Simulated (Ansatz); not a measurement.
MgAu: pressure against volume scale

All results are calculated (Ansatz 0.2.0). Periodic Kohn-Sham DFT of a crystal at fixed atoms, scaled to volume_scale times the given cell; pressure positive in compression, energy less spherical unpolarised free atoms, largest_vzz the field gradient of largest size among the nuclei.

The cell before it is scaled or strained (space group Pm-3m, No. 221):
```
MgAu
1.0
      3.2590     0.0000     0.0000
      0.0000     3.2590     0.0000
      0.0000     0.0000     3.2590
Mg Au
1 1
Direct
  0.50000 0.50000 0.50000
  0.00000 0.00000 0.00000
```

Settings of every row: method frozen-core PAW; functional LDA; relativity scalar; k mesh 13x13x13; filling fermi-dirac; smearing width 0.05 eV; wave cutoff 420 eV; paw set soft_2.

Atom start moment: 0 on all atoms.

Limits: PAW files made with PBE; no spin-orbit coupling on heavy atoms.

```csv
row,volume scale,V (Å³/atom),pressure (GPa)
1,0.94,16.269,2.616
2,0.96,16.615,0.325
3,0.98,16.961,?
4,0.99,17.134,-2.64
5,1,17.307,-3.515
6,1.01,17.48,-4.34
7,1.02,17.653,-5.115
8,1.04,17.999,-6.531
9,1.06,18.345,-7.783
```

Question: what pressure should row 3 give?

Worked fit of pressure. Take u = (V_r/V)^(2/3) − 1 with V_r = 17.393 Å³ an atom, which is twice the finite (Eulerian) strain; such expansions in the strain, on which the Birch-Murnaghan equation of state is built, carry the rest volume and the bulk modulus. The shown rows have u = 0.04554, 0.03098, 0.01005, 0.00331, -0.00332, -0.00984, -0.02257, -0.0349. Least squares give pressure = −3.9313 + 124.307 × u + 411.65 × u² + 345 × u³ GPa; a parabola predicts inner rows, each left out in turn, worse (root mean square 0.0053 against 0.00038 GPa). The rows lie off it by 0.000, 0.000, 0.000, 0.000, -0.001, 0.000, 0.000, 0.000. The pressure vanishes at u = 0.0288, or V = 16.67 Å³ an atom, and there the bulk modulus at fixed shape and fractions is B = −V dP/dV = (2/3)(1 + u) dP/du = 102 GPa. The withheld row has u = 0.01691, so the fit gives −3.9313 + 124.307 × (0.01691) + 411.65 × (0.01691)² + 345 × (0.01691)³ = -1.710 GPa.

The calculation gave -1.71 GPa. The fit meets it to the printed digit.
